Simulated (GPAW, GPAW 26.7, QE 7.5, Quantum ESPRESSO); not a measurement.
# Notebook: trying to get the lattice parameter of germanium

*A beginner's notebook, kept as written. Several of its settings and conclusions are unsound; a review follows at the end.*

## Background

The number I want to reproduce is the edge a of the cubic cell of germanium. It comes from "Accurate lattice constants from multiple reflection mesurements II. lattice constants of germanium, silicon and diamond" (doi:10.1107/S0021889875010965, 1975; Crystallography Open Database). The method was diffraction, with the sample at 25 °C, and the result is a = 5.6578 Å. The volume per atom, 22.6388 Å³, is worked out from the same cell, so it is not a second measurement.

| compared with | measured | T (K) | method |
| --- | --- | --- | --- |
| a (Å) | 5.6578 | 298.15 | structure determination by diffraction |
| volume per atom (Å³) | 22.6388 | 298.15 | from the measured cell |

Conditions are those given with the value in the passage it was taken from; "not stated" means there, and the paper may say more elsewhere. The values are a selection: others may have been left out beforehand as unlike or outlying.

## Strategy

I want to let the program relax the cell of germanium and see whether a comes out like the measured one. The model is the primitive cell with two atoms, started from the measured structure. My target is to be within 0.01 Å. I picked that because it is a round number and looks small next to the cell edge. I will begin with PBE, since that is the functional I have seen most often, and change settings until the number fits.

System: Ge (Germanium); Fd-3m (no. 227), 2 atoms in the primitive cell; every run starts from the measured structure; structure from the Crystallography Open Database.

## 1. PBE with one k-point

There are only two atoms in the cell, and they are the same element, so I think one k-point is enough. The k-points seem to be for bigger and more complicated cells. I set the mesh to 1×1×1 and let both the cell and the atoms relax. I expect a to land close to the measured value, and then I would only have small things left to adjust.

**Run 1.** QE 7.5: PBE, Quantum ESPRESSO with GBRV 1.5 ultrasoft, non-magnetic, cell and ions relaxed, cutoff 544 eV, k-mesh 1×1×1, smearing 0.05 eV, density cutoff 3265 eV.

Key lines of the input:
```
&control
  calculation = 'vc-relax'
  forc_conv_thr = 3.89e-04
  etot_conv_thr = 1.0e-4
  nstep = 30
/
&system
  ecutwfc = 40
  ecutrho = 240
  occupations = 'smearing'
  smearing = 'fd'
  degauss = 0.00367
/
&electrons
  conv_thr = 1.0e-08
  mixing_beta = 0.4
  electron_maxstep = 120
/
&ions
/
&cell
  press_conv_thr = 0.15
/
ATOMIC_SPECIES
  Ge 72.630 ge_pbe_v1.4.uspp.F.UPF
[... cell and positions ...]
K_POINTS automatic
  1 1 1 0 0 0
```

Command:
```
OMP_NUM_THREADS=1 mpirun -n 4 pw.x -nk 4 -in pw.in > pw.x.log
```

Selected lines of the output:
```
          total   stress  (Ry/bohr**3)                   (kbar)     P=       -0.02
     bfgs converged in   6 scf cycles and   5 bfgs steps
     Final scf calculation at the relaxed structure.
          total   stress  (Ry/bohr**3)                   (kbar)     P=      197.78
```

Converged; 7.7 s on 4 cores of Arm Neoverse V1, shared host.

| quantity | run 1 | measured | deviation |
| --- | --- | --- | --- |
| a (Å) | 6.7878 | 5.6578 | +1.1300 (+20.0 %) |
| volume per atom (Å³) | 39.092 | 22.6388 | +16.453 (+72.7 %) |
| largest shift (Å) | 0.0000 |  |  |
| pressure (GPa) | 19.778 |  |  |

a came out as 6.7878 Å, which is 1.13 Å too long and nowhere near my 0.01 Å. The log says that bfgs converged, and the largest shift of the atoms is zero, so I take it that the calculation itself is fine. That leaves the functional. I conclude that PBE makes germanium far too big.

There is also a pressure of 197.78 kbar at the very end, although it was almost zero just before. I suppose the last step is only a summary, and I will go by the line that says converged.

## 2. RPBE instead of PBE

If PBE is the problem, I need a better functional. RPBE is a revised PBE, so I think the revision will have repaired errors like this one. I will do it in GPAW, with a cutoff of 700 eV and a 10×10×10 mesh, because larger settings can't hurt. I expect the cell to shrink back to about the measured size.

**Run 2.** GPAW 26.7: RPBE, GPAW with GPAW PAW setups, non-magnetic, cell and ions relaxed, cutoff 700 eV, k-mesh 10×10×10, smearing 0.05 eV.

Key lines of the input:
```
atoms.calc = GPAW(mode=PW(700), xc="RPBE", kpts={"size": (10, 10, 10), "gamma": True},
                  occupations=FermiDirac(0.05), convergence={"density": 1e-6}, maxiter=150, txt="gpaw.txt")
atoms.set_constraint(FixSymmetry(atoms))
opt = BFGS(FrechetCellFilter(atoms), trajectory="relax.traj")
done = opt.run(fmax=0.01, steps=60)
```

Command:
```
OMP_NUM_THREADS=1 mpirun -n 4 gpaw python run.py > run.log
```

Selected lines of the output:
```
BFGS:    0 --:--:--       -8.299424        0.810821
BFGS:    1 --:--:--       -8.324546        0.631114
BFGS:    2 --:--:--       -8.366090        0.056892
BFGS:    3 --:--:--       -8.366493        0.005118
converged: True
cell: [ 4.11489  4.11489  4.11489 60.      60.      60.     ]
pressure (GPa): 0.033
```

Converged; took 21 s.

| quantity | run 2 | measured | deviation |
| --- | --- | --- | --- |
| a (Å) | 5.8193 | 5.6578 | +0.1615 (+2.9 %) |
| volume per atom (Å³) | 24.634 | 22.6388 | +1.995 (+8.8 %) |
| largest shift (Å) | 3.96e-16 |  |  |
| pressure (GPa) | 0.0330 |  |  |

With RPBE a is 5.8193 Å. The error has dropped from 1.13 Å to 0.1615 Å, so the revision in RPBE has repaired most of what was wrong with PBE. It is still much more than my 0.01 Å. The pressure at the end is close to zero this time, and the run converged, so I think RPBE has given all it can.

## 3. PBE with the cell held still

Both runs made the cell grow. Perhaps the trouble is that I let it move at all. I will go back to PBE in Quantum ESPRESSO and relax only the atoms, with the cell kept at its starting size. I am keeping the 10×10×10 mesh, since it did no harm with RPBE. If the atoms stay where they are and the forces are small, I would take that as PBE agreeing with the measured a after all.

**Run 3.** QE 7.5: PBE, Quantum ESPRESSO with GBRV 1.5 ultrasoft, non-magnetic, ions relaxed in the starting cell, cutoff 544 eV, k-mesh 10×10×10, smearing 0.05 eV, density cutoff 3265 eV.

Key lines of the input, as changed from run 1:
```diff
  &control
-   calculation = 'vc-relax'
+   calculation = 'relax'
-   nstep = 30
+   nstep = 60
- &cell
-   press_conv_thr = 0.15
- /
  K_POINTS automatic
-   1 1 1 0 0 0
+   10 10 10 0 0 0
```

Selected lines of the output:
```
          total   stress  (Ry/bohr**3)                   (kbar)     P=       35.98
     bfgs converged in   1 scf cycles and   0 bfgs steps
```

Converged; took 4.5 s.

| quantity | run 3 |
| --- | --- |
| largest shift (Å) | 0.0000 |
| pressure (GPa) | 3.598 |

The atoms did not move at all, and bfgs converged with 0 steps. The cell is still the measured one, so a is 5.6578 Å with PBE, and I count that as agreement. It seems PBE was all right and the moving cell caused the trouble.

The pressure is 35.98 kbar. I read this as the cell being squeezed from outside, the way air presses on a balloon, so it should want to get a little smaller if I let it go.

## 4. Letting the cell go with rVV10

I would still like the program to find a by itself, so the cell has to move again. Both times it moved, it grew, so something must be missing that holds the atoms together. I have read that van der Waals forces attract, and rVV10 includes them. I will use it in Quantum ESPRESSO with the same 10×10×10 mesh. With the extra attraction I expect a to stay within 0.01 Å of the measured value, or to come out slightly below it.

**Run 4.** QE 7.5: rVV10, Quantum ESPRESSO with GBRV 1.5 ultrasoft, non-magnetic, cell and ions relaxed, cutoff 544 eV, k-mesh 10×10×10, smearing 0.05 eV, density cutoff 3265 eV.

Key lines of the input, as changed from run 1:
```diff
  &control
-   nstep = 30
+   nstep = 60
  &system
+   input_dft = 'rvv10'
  K_POINTS automatic
-   1 1 1 0 0 0
+   10 10 10 0 0 0
```

Selected lines of the output:
```
          total   stress  (Ry/bohr**3)                   (kbar)     P=       49.81
     bfgs converged in   5 scf cycles and   4 bfgs steps
     new unit-cell volume =    329.46733 a.u.^3 (    48.82202 Ang^3 )
```

Converged; took 28 s.

| quantity | run 4 | measured | deviation |
| --- | --- | --- | --- |
| a (Å) | 5.8017 | 5.6578 | +0.1439 (+2.5 %) |
| volume per atom (Å³) | 24.411 | 22.6388 | +1.772 (+7.8 %) |
| largest shift (Å) | 0.0000 |  |  |
| pressure (GPa) | 0.0620 |  |  |

rVV10 gives a = 5.8017 Å, which is 0.1439 Å too long. The pressure started at 49.81 kbar, which I thought would push the cell together, but the cell grew anyway. I conclude that the van der Waals attraction in germanium is too weak to matter, even with the pressure helping it.

I also compared this with the RPBE run. That one had a cutoff of 700 eV and gave 5.8193 Å, and this one had 544 eV and gave a slightly smaller cell. So a higher cutoff seems to put more energy into the crystal and push the atoms apart.

## 5. PBE with a lower cutoff

If the cutoff pushes the atoms apart, I should turn it down. I will take 408 eV and go back to PBE, because it agreed with the measured cell when I held the cell still. The cell is free to move again and the mesh stays at 10×10×10. I expect a to come down towards 5.6578 Å.

**Run 5.** QE 7.5: PBE, Quantum ESPRESSO with GBRV 1.5 ultrasoft, non-magnetic, cell and ions relaxed, cutoff 408 eV, k-mesh 10×10×10, smearing 0.05 eV, density cutoff 2449 eV.

Key lines of the input, as changed from run 4:
```diff
  &system
-   ecutwfc = 40
-   ecutrho = 240
+   ecutwfc = 30
+   ecutrho = 180
-   input_dft = 'rvv10'
```

Selected lines of the output:
```
          total   stress  (Ry/bohr**3)                   (kbar)     P=        0.13
     bfgs converged in   4 scf cycles and   3 bfgs steps
     new unit-cell volume =    286.33062 a.u.^3 (    42.42982 Ang^3 )
          total   stress  (Ry/bohr**3)                   (kbar)     P=      -62.44
```

Converged; took 12 s.

| quantity | run 5 | measured | deviation |
| --- | --- | --- | --- |
| a (Å) | 5.5366 | 5.6578 | −0.1212 (−2.1 %) |
| volume per atom (Å³) | 21.215 | 22.6388 | −1.424 (−6.3 %) |
| largest shift (Å) | 0.0000 |  |  |
| pressure (GPa) | −6.244 |  |  |

Now a is 5.5366 Å, so the cell did shrink, but it went too far and is 0.1212 Å shorter than the measured one. I take this as proof of my idea that the cutoff pushes the atoms apart: with less of it they sit closer together. 408 eV must be a little too weak for germanium, and the right cutoff would be the one where a comes out at 5.6578 Å.

The pressure at the end is −62.44 kbar, although it was 0.13 kbar just before. The first run had a jump in the same place, so I think this is just how Quantum ESPRESSO finishes. The log says converged, and I leave it at that. My 0.01 Å is still not reached with a cell that is free to move.

## Results at a glance

| run | settings | a (Å) | deviation | volume per atom (Å³) | deviation | cost |
| --- | --- | --- | --- | --- | --- | --- |
| 1 | QE: PBE, Quantum ESPRESSO with GBRV 1.5 ultrasoft, cell and ions relaxed, cutoff 544 eV, k-mesh 1×1×1, density cutoff 3265 eV | 6.7878 | +1.1300 (+20.0 %) | 39.092 | +16.453 (+72.7 %) | under 1 core-min |
| 2 | GPAW: RPBE, GPAW with GPAW PAW setups, cell and ions relaxed, cutoff 700 eV, k-mesh 10×10×10 | 5.8193 | +0.1615 (+2.9 %) | 24.634 | +1.995 (+8.8 %) | 82 core-s |
| 3 | QE: PBE, Quantum ESPRESSO with GBRV 1.5 ultrasoft, ions relaxed in the starting cell, cutoff 544 eV, k-mesh 10×10×10, density cutoff 3265 eV | – |  | – |  | under 1 core-min |
| 4 | QE: rVV10, Quantum ESPRESSO with GBRV 1.5 ultrasoft, cell and ions relaxed, cutoff 544 eV, k-mesh 10×10×10, density cutoff 3265 eV | 5.8017 | +0.1439 (+2.5 %) | 24.411 | +1.772 (+7.8 %) | 1.9 core-min |
| 5 | QE: PBE, Quantum ESPRESSO with GBRV 1.5 ultrasoft, cell and ions relaxed, cutoff 408 eV, k-mesh 10×10×10, density cutoff 2449 eV | 5.5366 | −0.1212 (−2.1 %) | 21.215 | −1.424 (−6.3 %) | under 1 core-min |
|  | measured | 5.6578 |  | 22.6388 |  |  |

## Closing entry

I am stopping here. With the cell free to move I got 6.7878, 5.8193, 5.8017 and 5.5366 Å, and none of them is within 0.01 Å of the measured 5.6578 Å. Three are too long and one is too short, so the measured value lies somewhere in between, which I find reassuring.

The result I will write down is the one from PBE with the cell held still, a = 5.6578 Å. It fits the experiment exactly, the atoms did not move, and the run converged. I therefore put PBE down as the right functional for germanium, as long as the cell is not allowed to move.

For the moving cell I think the cutoff decides the size. At 408 eV the atoms sit too close together, and with more they are pushed too far apart. I would look for the value in between that gives 5.6578 Å and then use it for other crystals too. I still don't know why the pressure jumps at the end of some runs, but they all converged, so I have left it.

## Review

Further runs made for the review:

| reviewer's run | settings | a (Å) | deviation | volume per atom (Å³) | deviation | cost | status |
| --- | --- | --- | --- | --- | --- | --- | --- |
| R1 | QE: PBE, Quantum ESPRESSO with GBRV 1.5 ultrasoft, cell and ions relaxed, cutoff 544 eV, k-mesh 10×10×10, density cutoff 3265 eV | 5.7583 | +0.1005 (+1.8 %) | 23.866 | +1.228 (+5.4 %) | 73 core-s |  |
| R2 | GPAW: PBE, GPAW with GPAW PAW setups, cell and ions relaxed, cutoff 700 eV, k-mesh 10×10×10 | 5.7664 | +0.1086 (+1.9 %) | 23.968 | +1.329 (+5.9 %) | 64 core-s |  |
| R3 | QE: PBE, Quantum ESPRESSO with GBRV 1.5 ultrasoft, cell and ions relaxed, cutoff 735 eV, k-mesh 10×10×10, density cutoff 4408 eV | 5.7578 | +0.1000 (+1.8 %) | 23.861 | +1.222 (+5.4 %) | 2.4 core-min |  |
| R4 | QE: PBEsol, Quantum ESPRESSO with GBRV 1.5 ultrasoft, cell and ions relaxed, cutoff 544 eV, k-mesh 10×10×10, density cutoff 3265 eV | 5.6741 | +0.0163 (+0.3 %) | 22.835 | +0.196 (+0.9 %) | under 1 core-min | warnings: WARNING: bfgs curvature condition failed, Theta= 0.877 |
|  | measured | 5.6578 |  | 22.6388 |  |  |  |

Relaxing the cell was a sound plan, and the beginner rightly saw that the volume is no second measurement. The 0.01 Å target is arbitrary, however: it is about as small as the thermal and zero-point expansion that the static model leaves out. Changing settings until the number fits is also wrong; settings must be converged first, and functionals compared afterwards.

Run 1 fails because of its single k-point. A small cell needs more k-points, not fewer. The final pressure of 197.78 kbar was a warning: it is no summary but comes from a fresh calculation, and it shows that the cell was not at rest, though not which setting is to blame. The unmoved atoms prove nothing, since symmetry fixes them in every run here. With a 10×10×10 mesh, PBE gives 5.7583 Å (R1) for only 73 core-seconds, so most of the miss blamed on PBE came from the mesh.

Run 2 is sound, but RPBE repaired nothing. In the same program and at the same settings PBE gives 5.7664 Å (R2), so RPBE lengthens the cell by 0.0529 Å. The apparent gain came from the denser mesh.

Run 3 cannot test the lattice parameter, because 5.6578 Å was put in and held there. Its pressure of 35.98 kbar is the useful result, but it was read backwards: positive pressure here means that the cell pushes outwards and would grow if released. That agrees with R1, and freeing the cell was never the trouble.

Run 4 is also sound, and its growth is what the positive starting pressure foretold. rVV10 is not PBE with an attraction added; it changes the exchange as well. Its cell, about 0.043 Å longer than that of R1, therefore doesn't show that van der Waals attraction is too weak to matter. Comparing this run with run 2 says nothing about cutoff either, as functional and program both differ. Raising the cutoff from 544 to 735 eV with PBE changes a by only 0.0005 Å (R3).

Run 5 has too small a basis. The input lowers the density cutoff too, which the notebook's account leaves out. The final −62.44 kbar was the warning, and it should not have been dismissed as the program's way of finishing. At 544 eV the PBE cell is 0.2217 Å longer (R1). Cutoff is a numerical setting, not a force on the atoms: it is raised until the result stops changing. A value tuned to give 5.6578 Å would match by chance and would be no guide for other crystals.

The closing entry's "exact" PBE result is therefore only the input returned. Nor is it reassuring that the measured value lies between the free-cell results, since faulty runs set both ends of that range.

Verdict: PBE makes germanium nearly 2 % too long, a well-known tendency. The cutoff test supports this value; a test of the 10×10×10 mesh is not shown in this report. PBEsol, designed for solids, gives 5.6741 Å (R4), 0.3 % too long, which is good agreement for a static lattice but still outside the 0.01 Å target, and its optimiser gave one warning. Taking thermal and zero-point expansion out of the measured value would widen this gap somewhat; by how much is not shown in this report.

[Logs are printed without paths, hosts, clocks, repeated set-up lines and the standing remarks that a program may print on its own settings, such as how far it seeks lower states.]

[The runs shown are a pick from a larger set of finished runs; failed, doubtful and other runs were left out of it ahead of writing. So were measured values far from every level or from commonly accepted values, and agreement can look better than it is. Lines of input and output are excerpts and may be shortened.]
